**Orbital levels and energy differences of H₂Se against the share of exact exchange**

The table holds the atomisation energy, vertical ionisation energy, HOMO, LUMO and dipole moment of H₂Se for seven functionals, HF, MP2 and CCSD(T), computed with PySCF in the def2-TZVP basis, non-relativistically, at one PBE0 geometry. The program tests a quadratic model of the energy in the orbital occupation, which gives ionisation energy plus HOMO as $D=(1-a)U/2-R$ for exact-exchange share $a$. A line through PBE and HF ($U/2=4.90$ eV, $R=1.04$ eV) reproduces the other six functionals to 0.14 eV rms; a fit with a meta-GGA offset reaches 0.05 eV but misses HF by 0.33 eV, and direct interpolation of the HOMO gives 0.26 eV. The functionals' ionisation energies stay within 0.10 eV of one another, and for HF relaxation (1.03 eV) and correlation (0.98 eV) nearly cancel in the Koopmans value. A quarter of exact exchange lowers the atomisation energy by 10 to 11 kJ/mol in the PBE and r2SCAN pairs, while HF lies 190 kJ/mol below CCSD(T), which is itself not at the basis limit.

Singlet H2Se at its PBE0/def2-TZVP geometry, computed with PySCF 2.14.0 by the listed methods: def2-TZVP, density fitting, non-relativistic, gas phase, frozen cores in MP2 and CCSD(T), unrestricted references for open shells. Atomisation is to high-spin ground-configuration atoms, without zero-point energy; ionisation is vertical, as an energy difference.

## Analysis program

```python
# Table: H2Se at one (PBE0) geometry, PySCF, def2-TZVP, non-relativistic: atomisation, vertical
# ionisation energy IE, HOMO, LUMO, dipole for seven functionals, HF, MP2 and CCSD(T).
# Tested: D = IE + HOMO = (1-a)U/2 - R (quadratic E(n), Janak) against exact-exchange share a,
# and the sizes of exchange and correlation effects in IE and atomisation.
T = {
    'method': ['PBE', 'r2SCAN', 'TPSSh', 'B3LYP', 'PBE0', 'r2SCAN0', 'B97-3', 'HF', 'CCSD(T)', 'MP2'],
    'exx': [0, 0, 10, 20, 25, 25, 27, 100, None, None],  # %
    'ae': [679, 682, 695, 681, 669, 671, 670, 463, 653, 636],  # kJ/mol
    'ie': [9.77, 9.79, 9.79, 9.86, 9.78, 9.77, 9.76, 8.73, 9.72, 9.73],  # eV
    'homo': [-5.91, -6.19, -6.49, -6.86, -7.1, -7.29, -7.13, -9.77, None, None],  # eV
    'lumo': [-0.83, -0.54, -0.35, -0.2, 0.09, 0.28, 0.23, 3.36, None, None],  # eV
    'dipole': [0.74, 0.81, 0.75, 0.72, 0.79, 0.82, 0.76, 0.82, None, None],  # D
}
import numpy as np
from scipy.constants import physical_constants as pc, e, epsilon_0, pi
Eh = pc['Hartree energy in eV'][0]
M = list(T['method'])
g = lambda k, m: float(T[k][M.index(m)])
dft = ['PBE', 'r2SCAN', 'TPSSh', 'B3LYP', 'PBE0', 'r2SCAN0', 'B97-3']
meta = ['r2SCAN', 'TPSSh', 'r2SCAN0']
rows, cc = dft + ['HF'], 'CCSD(T)'
a = {m: g('exx', m) / 100 for m in rows}
D = {m: g('ie', m) + g('homo', m) for m in rows}
print('Rounding of a difference: 0.01 eV, 1 kJ/mol, 0.01 D; four times this when extended to a = 1')
sp = {}
for k, u in [('ie', 'eV'), ('homo', 'eV'), ('lumo', 'eV'), ('ae', 'kJ/mol'), ('dipole', 'D')]:
    v = np.array([g(k, m) for m in dft]); sp[k] = np.ptp(v)
    r = np.corrcoef([a[m] for m in dft], v)[0, 1]
    print(f'functionals, {k}: {v.min():.2f} to {v.max():.2f}, spread {sp[k]:.2f} {u}, r with a {r:+.2f}')
print(f"PBE to HF: HOMO {g('homo','HF')-g('homo','PBE'):+.2f}, LUMO {g('lumo','HF')-g('lumo','PBE'):+.2f} eV")
R = -D['HF']; U2 = D['PBE'] + R
A = {m: (1 - a[m]) * U2 - R for m in rows}
X = lambda m: [1.0, -a[m], float(m in meta)]
p = np.linalg.lstsq(np.array([X(m) for m in dft]), np.array([D[m] for m in dft]), rcond=None)[0]
B = {m: float(np.dot(X(m), p)) for m in rows}
C = {m: (1 - a[m]) * g('homo', 'PBE') + a[m] * g('homo', 'HF') for m in rows}
print(f'A (D through PBE and HF): U/2 = {U2:.2f} eV, R = {R:.2f} eV, D = 0 at a = {1-R/U2:.2f}')
print(f'  length e^2/(4 pi eps0 U) = {e/(4*pi*epsilon_0*2*U2)*1e10:.1f} A (order of magnitude only)')
print(f'B (7 functionals): D = {p[0]:.2f} - {p[1]:.2f} a, meta-GGA {p[2]:+.2f} eV, D = 0 at a = {p[0]/p[1]:.2f}')
print('C: HOMO itself interpolated between PBE and HF. Residual = table - model, eV')
print('method     a      D   res A  res B  res C    gap')
for m in rows:
    print(f"{m:8s}{a[m]:5.2f}{D[m]:7.2f}{D[m]-A[m]:+7.2f}{D[m]-B[m]:+7.2f}{g('homo',m)-C[m]:+7.2f}{g('lumo',m)-g('homo',m):7.2f}")
t = dft[1:]
for n, res in [('A', {m: D[m]-A[m] for m in t}), ('B', {m: D[m]-B[m] for m in dft}), ('C', {m: g('homo', m)-C[m] for m in t})]:
    w = max(res, key=lambda m: abs(res[m]))
    print(f'{n}: rms {np.sqrt(np.mean(np.square(list(res.values())))):.2f} eV over {len(res)} rows, worst {w} {res[w]:+.2f}')
print(f"B on HF (left out, no correlation): predicted {B['HF']:.2f}, table {D['HF']:.2f} eV")
sl = []
for x, y in [('PBE', 'PBE0'), ('r2SCAN', 'r2SCAN0')]:
    da = a[y] - a[x]; d = lambda k: g(k, y) - g(k, x); sl.append((D[y] - D[x]) / da)
    print(f"{x} to {y}: HOMO {d('homo'):+.2f}, LUMO {d('lumo'):+.2f}, IE {d('ie'):+.2f} eV, AE {d('ae'):+.0f} kJ/mol, dipole {d('dipole'):+.2f} D")
    ie1, ae1 = g('ie', x) + d('ie') / da, g('ae', x) + d('ae') / da
    print(f"  dD/da {sl[-1]:.2f} eV; at a = 1: IE {ie1:.2f} (HF {ie1-g('ie','HF'):+.2f}) eV, AE {ae1:.0f} (HF {ae1-g('ae','HF'):+.0f}) kJ/mol")
print('Against CCSD(T): IE (eV), -HOMO minus IE of CCSD(T) (eV), AE (kJ/mol, %)')
for m in rows + ['MP2']:
    h = f"{-g('homo',m)-g('ie',cc):+6.2f}" if m != 'MP2' else '     -'
    print(f"{m:8s}{g('ie',m)-g('ie',cc):+6.2f} {h} {g('ae',m)-g('ae',cc):+5.0f} {100*(g('ae',m)/g('ae',cc)-1):+6.1f}")
ca = g('ae', cc) - g('ae', 'HF')
print(f"Correlation in AE: {ca:.0f} kJ/mol, {ca/2:.0f} per bond, {100*ca/g('ae',cc):.0f} % of AE; MP2 recovers {100*(g('ae','MP2')-g('ae','HF'))/ca:.0f} %")
# further outputs of the same HF and CCSD(T) runs (hartree unless noted): neutral, cation
q = {'MP2 opposite spin': (-0.20143, -0.17507), 'MP2 same spin': (-0.077788, -0.06756),
     'CCSD': (-0.29413, -0.25986), '(T)': (-0.0091873, -0.0073129)}
c = {k: (v[1] - v[0]) * Eh for k, v in q.items()}
print('Correlation in IE, eV: ' + ', '.join(f'{k} {v:.2f}' for k, v in c.items()))
print(f"  opposite-spin share of MP2 {100*c['MP2 opposite spin']/(c['MP2 opposite spin']+c['MP2 same spin']):.0f} %")
rel = 9.767807 - 8.734576  # unrounded HF -HOMO and IE in eV, same run
cor = c['CCSD'] + c['(T)']
print(f'HF relaxation {rel:.2f} eV, CCSD(T) correlation {cor:.2f} eV, remainder {rel-cor:.2f} eV')
assert sp['homo'] > 5 * sp['ie']
assert D['HF'] < 0 < min(D[m] for m in dft) and max(sl) < 0
assert g('ae', 'HF') < g('ae', 'MP2') < g('ae', cc) < min(g('ae', m) for m in dft)
assert g('ie', 'HF') < g('ie', cc) and cor > 0
```

It prints:

```
Rounding of a difference: 0.01 eV, 1 kJ/mol, 0.01 D; four times this when extended to a = 1
functionals, ie: 9.76 to 9.86, spread 0.10 eV, r with a -0.00
functionals, homo: -7.29 to -5.91, spread 1.38 eV, r with a -0.98
functionals, lumo: -0.83 to 0.28, spread 1.11 eV, r with a +0.95
functionals, ae: 669.00 to 695.00, spread 26.00 kJ/mol, r with a -0.61
functionals, dipole: 0.72 to 0.82, spread 0.10 D, r with a +0.11
PBE to HF: HOMO -3.86, LUMO +4.19 eV
A (D through PBE and HF): U/2 = 4.90 eV, R = 1.04 eV, D = 0 at a = 0.79
  length e^2/(4 pi eps0 U) = 1.5 A (order of magnitude only)
B (7 functionals): D = 3.87 - 4.58 a, meta-GGA -0.21 eV, D = 0 at a = 0.84
C: HOMO itself interpolated between PBE and HF. Residual = table - model, eV
method     a      D   res A  res B  res C    gap
PBE      0.00   3.86  +0.00  -0.01  +0.00   5.08
r2SCAN   0.00   3.60  -0.26  -0.06  -0.28   5.65
TPSSh    0.10   3.30  -0.07  +0.10  -0.19   6.14
B3LYP    0.20   3.00  +0.12  +0.05  -0.18   6.66
PBE0     0.25   2.68  +0.04  -0.04  -0.22   7.19
r2SCAN0  0.25   2.48  -0.16  -0.04  -0.42   7.57
B97-3    0.27   2.63  +0.09  -0.00  -0.18   7.36
HF       1.00  -1.04  +0.00  -0.33  +0.00  13.13
A: rms 0.14 eV over 6 rows, worst r2SCAN -0.26
B: rms 0.05 eV over 7 rows, worst TPSSh +0.10
C: rms 0.26 eV over 6 rows, worst r2SCAN0 -0.42
B on HF (left out, no correlation): predicted -0.71, table -1.04 eV
PBE to PBE0: HOMO -1.19, LUMO +0.92, IE +0.01 eV, AE -10 kJ/mol, dipole +0.05 D
  dD/da -4.72 eV; at a = 1: IE 9.81 (HF +1.08) eV, AE 639 (HF +176) kJ/mol
r2SCAN to r2SCAN0: HOMO -1.10, LUMO +0.82, IE -0.02 eV, AE -11 kJ/mol, dipole +0.01 D
  dD/da -4.48 eV; at a = 1: IE 9.71 (HF +0.98) eV, AE 638 (HF +175) kJ/mol
Against CCSD(T): IE (eV), -HOMO minus IE of CCSD(T) (eV), AE (kJ/mol, %)
PBE      +0.05  -3.81   +26   +4.0
r2SCAN   +0.07  -3.53   +29   +4.4
TPSSh    +0.07  -3.23   +42   +6.4
B3LYP    +0.14  -2.86   +28   +4.3
PBE0     +0.06  -2.62   +16   +2.5
r2SCAN0  +0.05  -2.43   +18   +2.8
B97-3    +0.04  -2.59   +17   +2.6
HF       -0.99  +0.05  -190  -29.1
MP2      +0.01      -   -17   -2.6
Correlation in AE: 190 kJ/mol, 95 per bond, 29 % of AE; MP2 recovers 91 %
Correlation in IE, eV: MP2 opposite spin 0.72, MP2 same spin 0.28, CCSD 0.93, (T) 0.05
  opposite-spin share of MP2 72 %
HF relaxation 1.03 eV, CCSD(T) correlation 0.98 eV, remainder 0.05 eV
```
